## Question

Cobalt with double-hexagonal stacking is a ferromagnetic metal. The table gives its density of states, computed with the PBE functional, around the Fermi level at zero energy. "Up" denotes the majority spin and "down" the minority spin; 3d and 4s name the atomic shells onto which the states are projected.

Dhcp cobalt (4 atoms per cell, a = 2.494 Å, c = 8.088 Å), computed with Ansatz 0.2.0: PBE, collinear spin, scalar-relativistic plane-wave PAW, cutoff 420 eV, k mesh 21×21×6, Gaussian smearing 0.1 eV. Densities of states use tetrahedra on a 32×32×9 k mesh, averaged over 0.2 eV bins, with energies from the Fermi level. Shell projections are Löwdin, summed over sites.

| energy (eV) | density of states total (states/eV/cell) | DOS Co 3d up (states/eV/cell) | DOS Co 3d down (states/eV/cell) | DOS Co 4s up (states/eV/cell) | DOS Co 4s down (states/eV/cell) |
| --- | --- | --- | --- | --- | --- |
| -7.95 | 0.3 | 0 | 0 | 0.1400 | 0.1400 |
| -7.55 | 0.37 | 0 | 0 | 0.1800 | 0.1700 |
| -7.15 | 0.44 | 0.01 | 0.01 | 0.2100 | 0.2000 |
| -6.75 | 0.52 | 0.02 | 0.01 | 0.2400 | 0.2300 |
| -6.35 | 0.62 | 0.04 | 0.02 | 0.2800 | 0.2600 |
| -5.95 | 0.76 | 0.09 | 0.03 | 0.3300 | 0.2900 |
| -5.55 | 1.02 | 0.22 | 0.06 | 0.4000 | 0.3200 |
| -5.15 | 2.53 | 1.44 | 0.11 | 0.5900 | 0.3600 |
| -4.75 | 3.14 | 2.04 | 0.2 | 0.4500 | 0.4000 |
| -4.35 | 5 | 3.62 | 0.54 | 0.2800 | 0.4900 |
| -3.95 | 4.67 | 2.95 | 1.04 | 0.0900 | 0.4800 |
| -3.55 | 4.81 | 2.8 | 1.43 | 0.0800 | 0.3600 |
| -3.15 | 6.79 | 4.08 | 2.19 | 0.1200 | 0.2100 |
| -2.75 | 7.42 | 4.4 | 2.58 | 0.1400 | 0.0500 |
| -2.35 | 8.74 | 5.64 | 2.56 | 0.1800 | 0.0700 |
| -1.95 | 6.97 | 3.6 | 2.8 | 0.1000 | 0.1400 |
| -1.55 | 9.38 | 4.98 | 3.95 | 0.0800 | 0.1100 |
| -1.15 | 8.02 | 4.56 | 3.11 | 0.0700 | 0.0900 |
| -0.75 | 12.89 | 7.03 | 5.44 | 0.1000 | 0.1400 |
| -0.35 | 4.32 | 0.5 | 3.44 | 0.1500 | 0.0800 |
| 0.05 | 3.68 | 0.37 | 2.95 | 0.1900 | 0.0500 |
| 0.45 | 4.49 | 0.3 | 3.81 | 0.2100 | 0.0400 |
| 0.85 | 5.3 | 0.24 | 4.64 | 0.2300 | 0.0500 |
| 1.25 | 6.93 | 0.2 | 6.22 | 0.2300 | 0.1000 |
| 1.65 | 1.42 | 0.15 | 0.7 | 0.2100 | 0.1500 |
| 2.05 | 1.29 | 0.12 | 0.54 | 0.2000 | 0.1800 |
| 2.45 | 1.18 | 0.1 | 0.39 | 0.1800 | 0.1900 |
| 2.85 | 1.08 | 0.09 | 0.3 | 0.1700 | 0.1800 |
| 3.25 | 1.06 | 0.07 | 0.24 | 0.1600 | 0.1800 |
| 3.65 | 1.01 | 0.06 | 0.19 | 0.1400 | 0.1600 |
| 4.05 | 0.92 | 0.05 | 0.16 | 0.1200 | 0.1500 |
| 4.45 | 0.87 | 0.04 | 0.13 | 0.1000 | 0.1300 |
| 4.85 | 0.75 | 0.03 | 0.1 | 0.0800 | 0.1100 |
| 5.25 | 0.7 | 0.02 | 0.08 | 0.0700 | 0.0900 |
| 5.65 | 0.55 | 0.02 | 0.06 | 0.0500 | 0.0700 |

(a) The total density falls steeply at two energies. Which states end there, and which states lie at the Fermi level?

(b) Why is the bin at -0.75 eV the highest in the table?

(c) Is the minority 3d band a copy of the majority 3d band, moved up in energy? Estimate the displacement at half filling of each band, then compare the bottom of the band with its top.

(d) Explain the result of (c).

(e) Why is the 4s density high at the foot of each d band and low inside it?

## Model answer

### (a) Two upper edges

The 4s electrons form a broad band with a low density of states, because their orbitals reach far into the neighbouring atoms. The 3d orbitals are compact and overlap weakly. Five d states per atom and spin are therefore packed into a few electronvolts, and inside the d bands they dominate the total. A steep fall marks the energy at which one spin runs out of them.

The first fall comes just above -0.75 eV, where the majority 3d density drops from 7.03 to 0.50 states/eV/cell. The second comes just above 1.25 eV, where the minority 3d density drops from 6.22 to 0.70. Both edges are abrupt because the top of the d band in a close-packed metal consists of flat antibonding bands, which crowd many states into a narrow range of energy.

The Fermi level lies between the two edges. In the bin at 0.05 eV, minority 3d states supply about 80 % of the total. The majority d band is practically full, and the d holes have almost all gathered in one spin. That imbalance is the source of the magnetic moment, which the other states reduce slightly by their opposite polarisation. Summed up to the Fermi level, the 3d columns hold about 4.8 majority and 3.1 minority electrons per atom.

### (b) The highest bin

At -0.75 eV two different parts of the d band coincide. The majority spin contributes the flat bands at its upper edge. The minority spin contributes 5.44 states/eV/cell from a peak in the middle of its own band, whose upper edge lies 2 eV higher. The great height of this bin is thus a coincidence of two peaks and doesn't mark a special group of states.

The minority peak has a recognisable partner, the majority peak of 5.64 at -2.35 eV. The estimate in (c) supports this pairing, since both bands reach half filling within about 0.1 eV of these two energies.

### (c) The displacement

Peaks are awkward to match by eye, so it is safer to count states from the bottom of each band and to compare the energies at which both spins have reached the same count. The energies advance in steps of 0.4 eV and the cell has four atoms. The bins are only 0.2 eV wide, so every second one is not listed, and each entry has to stand for a whole step. It therefore adds its value times 0.4/4 to the count per atom. Over the whole window this gives 5.0 d states for either spin, as it should. The total count is thus sound, while single peaks and edges are located only to within a step.

Half filling means 2.5 states per atom.

- **Majority.** The entries up to and including -2.75 eV add up to 21.71, or 2.171 states per atom at the upper end of that step, -2.55 eV. The next entry, 5.64, supplies 0.564. Half filling lies at -2.55 + 0.4 × (2.5 - 2.171)/0.564 = -2.32 eV.
- **Minority.** The entries up to and including -1.15 eV add up to 20.64, or 2.064 states per atom at -0.95 eV. The next entry, 5.44, supplies 0.544. Half filling lies at -0.95 + 0.4 × (2.5 - 2.064)/0.544 = -0.63 eV.

The displacement at half filling is therefore about 1.7 eV.

The same count near the bottom, at 0.5 states per atom, gives about 1.4 eV. Near the top, at 4.5 states per atom, it gives 2.0 eV. The minority band is thus a raised and also a widened copy of the majority band. Between these two counts it is about 17 % wider.

A shift and a uniform stretch, chosen to match the minority energies at counts of 0.5 and 4.5, reproduce those at 1.5, 2.5 and 3.5 to better than 0.1 eV. The half-filling point worked above was not used to set them. A rigid shift by the average displacement misses the two ends by 0.3 to 0.4 eV.

### (d) Why the band is raised and widened

Electrons of equal spin avoid each other, which lowers their mutual repulsion. In a magnetised atom the majority electrons have more partners of their own spin, and they feel a deeper potential than the minority electrons. This difference raises the minority d states relative to the majority ones. It also sustains itself, because a larger splitting moves more electrons into the majority band, and a larger moment increases the splitting. The process runs out of material when the majority d band is full, which is nearly the case here.

The average displacement divided by the 3d moment is about 1 eV per Bohr magneton. This agrees with the usual size of the Stoner parameter in 3d metals, also roughly 1 eV (a recalled value). The raising of the band is therefore ordinary exchange splitting.

The widening most likely has its origin in the same potential. The argument runs as follows. A shallower potential holds an orbital less tightly, so the minority 3d orbitals reach a little farther out than the majority ones. They overlap more with their neighbours, and the width of a d band grows with that overlap. A wider band extends farther both below and above its centre. At the bottom the extra width works against the exchange shift, and at the top it adds to it.

The argument can also be made state by state. At the bottom of the band the orbitals of neighbouring atoms combine in phase, and the electron spends more time between the atoms, where there is little magnetisation to act on it. At the top they combine out of phase. The electron is then pressed back into the 3d shells of the atoms, where the exchange field is strongest. Bonding states are split less than antibonding ones, which is the widening in other words.

Another explanation deserves a test. States at the bottom of the d band contain some 4s character, and 4s electrons feel the exchange field only weakly, so this admixture might dilute the splitting. If the splitting simply followed the d share of the projected density, the 2.0 eV at the top would shrink to about 1.9 eV at the bottom. The count gives 1.4 eV. On this rough estimate, which lacks a 4p projection, the admixture accounts for the smaller part of the difference. That makes the shape of the d states the more likely main cause, without proving it.

### (e) The 4s pattern

In the lowest rows, where there are hardly any d states, the 4s densities of the two spins are almost equal: 0.14 each at -7.95 eV. The spread-out 4s electrons feel little of an exchange field that sits close to the nuclei. Any large difference between the 4s columns higher up must therefore come from their contact with the d states.

That contact is hybridisation. Where the broad s band would cross the narrow d band, states of the same symmetry mix and repel each other. One combination is pushed down and the other up, so s character is driven out of the energy range of the d band and gathers below and above it. The majority 4s density shows this clearly. It rises to 0.59 at -5.15 eV, at the foot of the majority d band, and has sunk to 0.08 by -3.55 eV.

The minority 4s density repeats the pattern at higher energy, with its maximum at -4.35 eV. Its d band starts later, so the s states are pushed together later. The 4s columns thus reflect the exchange splitting of the d band. Their highest listed values lie 0.8 eV apart, against about 1.4 eV for the d states near the bottom of the band, but with rows 0.4 eV apart this is only a rough measure.

## Remarks on the reasoning

**Counting is stronger than matching peaks.** The shift and stretch carry the majority peak at -2.35 eV to within about 0.1 eV of the minority peak at -0.75 eV. They carry the majority dip at -1.95 eV to just below the Fermi level, close to the hollow in which the minority density lies there. But the minority peak at -1.55 eV would have to come from about -3.1 eV, where the listed majority densities are still climbing and show no peak. A narrow one could hide in a bin that is not listed. The simple picture gives the edges and the broad shape of the band, and it doesn't give every peak.

**Equal counts are not equal states.** The displacement in (c) compares two distributions. It is not the splitting of one particular state with a fixed wave vector, which can differ from it wherever bands cross or hybridise.

**A rigid shift is good enough for some purposes.** With the average displacement it predicts 3.14 minority d electrons per atom, where the direct count gives 3.06. The two agree closely because the Fermi level cuts the minority band where the displacement is near its average. Anyone who needs the position of the band edges should allow for the widening.

**The energies are not spectra.** PBE is known to exaggerate the exchange splitting of cobalt in comparison with photoemission. The order of the two bands can be carried over to a measured spectrum. The 2 eV between the edges and the amount of widening should not be, because correlations that PBE describes poorly also change the widths of the d bands. Ordinary cobalt at room temperature is also stacked differently, in the hexagonal close-packed sequence, so the smaller peaks may differ there.

**The argument helps with a neighbouring metal.** Once the majority d band is full, an additional electron per atom goes mostly into the minority d band, where it fills a hole and lowers the moment by about one Bohr magneton. This is the well-known step from cobalt to nickel. The smaller moment brings a smaller exchange splitting, and with it a smaller distance between the two d edges.
